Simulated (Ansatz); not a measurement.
## SiNH4 (SMILES [NH][SiH3]): methods side by side

SiNH4: 6 atoms, total charge 0, spin state doublet. SMILES: `[NH][SiH3]`. The coordinates come from a PBE0-D4/def2-TZVP relaxation.

```xyz
6

N     0.5921   -0.8352    0.9095
Si   -0.2037    0.3476   -0.1100
H     0.9228   -1.6407    0.3727
H    -1.3106   -0.2823   -0.8855
H     0.7895    0.9118   -1.0689
H    -0.7481    1.4348    0.7362
```

Quantity: the energy change with the N1–Si2 bond stretched from 1.753 to 2.629 Å, in eV. The values are calculated.

```tsv
level	kind	program	value (eV)	CPU time (all runs)
UHF/STO-3G	Hartree–Fock	Ansatz	2.29	0.26 s
USVWN5/STO-3G	LDA	Ansatz	2.95	2.3 s
UBLYP/STO-3G	GGA	Ansatz	2.49	3.8 s
U-r2SCAN0/STO-3G	hybrid meta-GGA	Ansatz	2.93	17 s
UB3LYP/STO-3G	global hybrid	Ansatz	2.80	4.4 s
U-wB97M-V/STO-3G	range-separated hybrid	Ansatz	3.11	49 s
UCAM-B3LYP/STO-3G	range-separated hybrid	Ansatz	3.00	4.9 s
UB2PLYP/STO-3G	double hybrid	Ansatz	2.91	6.3 s
UMP2/STO-3G	perturbation theory	Ansatz	2.73	0.33 s
UBCCD(T)/STO-3G	coupled cluster or CI	Ansatz	2.43	0.75 s
```

The first shape isn't each level's own minimum. The values span 2.29 to 3.11 eV. Spin contamination of the reference (⟨S²⟩ at least 0.1 too high) touches UHF/STO-3G, UBLYP/STO-3G, U-r2SCAN0/STO-3G, UB3LYP/STO-3G, U-wB97M-V/STO-3G, UCAM-B3LYP/STO-3G, UB2PLYP/STO-3G, UMP2/STO-3G, UBCCD(T)/STO-3G. All rows use very small basis sets, so even the best lies far from the true value. Times are those of the runs behind each value, whatever else they computed, on shared processors of several kinds: orders of magnitude only.

Stretching the Si–N bond costs energy at every level because it weakens a strong, polar σ bond. The bond leads towards silyl and NH, whose ground state is a triplet, so the overall doublet increasingly couples three open-shell electrons. A single determinant describes that coupling poorly, and an unrestricted one can mix in quartet character.

UHF gives the lowest cost, 2.29 eV, as expected when the correlation of the bonding pair is missing. UMP2 raises it to 2.73 eV, while coupled cluster returns to 2.43 eV. This suggests that second-order theory recovers too little correlation at the stretched geometry relative to the compact one. The drop from 2.95 eV in LDA to 2.49 eV in BLYP fits the familiar overbinding of the local functional.

BLYP's closeness to coupled cluster may be error cancellation and doesn't establish it as the better functional for this radical. Nor is the stretch energy a dissociation energy, since the fragments can still interact appreciably at 2.629 Å.
